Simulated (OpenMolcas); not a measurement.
**How basis sets differ on SiNH5O (SMILES N[SiH2]O)**

SiNH5O: 8 atoms, total charge 0, spin state singlet. As SMILES, `N[SiH2]O`. The shape is that of a GFN2-xTB optimisation. This is one conformer, not always the lowest.

```xyz
8

N     0.0000    0.0000    0.0000
Si    0.0000    0.0000    1.7168
O     1.5343    0.0000    2.2875
H     0.3458    0.8180   -0.4754
H     0.3295   -0.8242   -0.4759
H    -0.6803   -1.2223    2.1366
H    -0.6793    1.2229    2.1367
H     1.7199   -0.0001    3.2214
```

Quantity: the dipole moment, in D. The values are calculated.

```csv
level,kind,program,value (D)
HF/ANO-XS-MB (DKH2),Hartree–Fock,OpenMolcas,0.47
HF/STO-3G,Hartree–Fock,OpenMolcas,1.00
HF/3-21G,Hartree–Fock,OpenMolcas,1.11
HF/def2-SVP,Hartree–Fock,OpenMolcas,0.88
"HF/6-311++G(2d,2p) (RICD fitting)",Hartree–Fock,OpenMolcas,0.85
```

The values span 0.47 to 1.11 D. Magnitudes only: a small dipole may point the other way at some levels. Sets without polarisation functions give poor dipoles.

The two polarised sets, def2-SVP and 6-311++G(2d,2p), nearly agree at 0.88 and 0.85 D, while the sets without polarisation functions scatter to either side. The net moment is a small remainder of larger contributions: polar Si–N and Si–O bonds, hydridic Si–H bonds, protic N–H and O–H bonds, and the lone pairs. A modest error in any of them therefore shows up strongly in the sum.

Minimal sets cannot adapt the radial extent of the valence shell to charge transfer, so the result depends on the contraction, as 0.47 D with ANO-XS-MB against 1.00 D with STO-3G shows. The split valence shell of 3-21G allows more charge separation, but without d functions it describes lone-pair polarisation and back-donation towards silicon poorly, which probably explains its high value. STO-3G lying closer to the polarised results than 3-21G suggests error cancellation rather than a better density. The agreement between the polarised sets says nothing about the effect of electron correlation on the moment.
